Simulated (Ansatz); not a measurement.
Mo: the change of energy above lowest point and pressure with volume scale

All results are calculated (Ansatz 0.2.0). Free energy against uniform scaling of the volume at fixed shape and fractions; periodic cell, basis, potentials, k mesh and filling as listed.

The cell before it is scaled or strained (space group Im-3m, No. 229):
```
Mo
1.0
     -1.5734     1.5734     1.5734
      1.5734    -1.5734     1.5734
      1.5734     1.5734    -1.5734
Mo
1
Direct
  0.00000 0.00000 0.00000
```

Settings of every row: functional PBE; dispersion none; potentials PAW; wave cutoff 500 eV; density cutoff 2000 eV; k mesh 13x13x13; k shift 0x0x0; occupations fermi dirac; smearing width 0.1 eV; spin none; SCF threshold exponent -10.

Limits: coarse k mesh, up to 40 meV an atom off.

```csv
row,volume scale,V (Å³/atom),energy above lowest point (meV/atom),pressure (GPa)
1,0.92,14.334,124.2,30.46
2,0.9467,14.75,?,?
3,0.9733,15.164,18.6,11.17
4,1,15.58,0,3.38
5,1.0267,15.996,0.2,-3.4
6,1.0533,16.411,16.9,-9.3
7,1.08,16.827,47.8,-14.45
```

Question: what energy above lowest point and pressure should row 2 give?

Worked fit of energy above lowest point. Take u = (V_r/V)^(2/3) − 1 with V_r = 15.788 Å³ an atom, which is twice the finite (Eulerian) strain; such expansions in the strain, on which the Birch-Murnaghan equation of state is built, carry the rest volume and the bulk modulus. The shown rows have u = 0.06653, 0.02725, 0.00888, -0.00869, -0.02547, -0.0416. Least squares give energy above lowest point = −2.09 − 21.3 × u + 28527 × u² + 4888 × u³ meV/atom; a parabola predicts inner rows, each left out in turn, worse (root mean square 0.23 against 0.056 meV/atom). All shown rows lie on it to the printed digit. Its lowest point lies at u = 0.0004, or V = 15.78 Å³ an atom, and the curvature there gives the bulk modulus at fixed shape and fractions, B = (4/9)(1 + u)² E″(u)/V = 258 GPa. The withheld row has u = 0.04638, so the fit gives −2.09 − 21.3 × (0.04638) + 28527 × (0.04638)² + 4888 × (0.04638)³ = 58.8 meV/atom.

The calculation gave 58.9 meV/atom. The fit lies 0.1 meV/atom (0.081 % of the column's range) below it, one unit of the last digit.

Worked fit of pressure. Take u = (V_r/V)^(2/3) − 1 with V_r = 15.788 Å³ an atom, which is twice the finite (Eulerian) strain; such expansions in the strain, on which the Birch-Murnaghan equation of state is built, carry the rest volume and the bulk modulus. The shown rows have u = 0.06653, 0.02725, 0.00888, -0.00869, -0.02547, -0.0416. Least squares give pressure = −0.13 + 385.6 × u + 1040 × u² + 1128 × u³ GPa; a parabola predicts inner rows, each left out in turn, worse (root mean square 0.055 against 0.0084 GPa). All shown rows lie on it to the printed digit. The pressure vanishes at u = 0.0003, or V = 15.78 Å³ an atom, and there the bulk modulus at fixed shape and fractions is B = −V dP/dV = (2/3)(1 + u) dP/du = 258 GPa. The withheld row has u = 0.04638, so the fit gives −0.13 + 385.6 × (0.04638) + 1040 × (0.04638)² + 1128 × (0.04638)³ = 20.10 GPa.

The calculation gave 20.13 GPa. The fit lies 0.03 GPa (0.067 % of the column's range) below it; its largest miss of a shown row is 0.00 GPa.
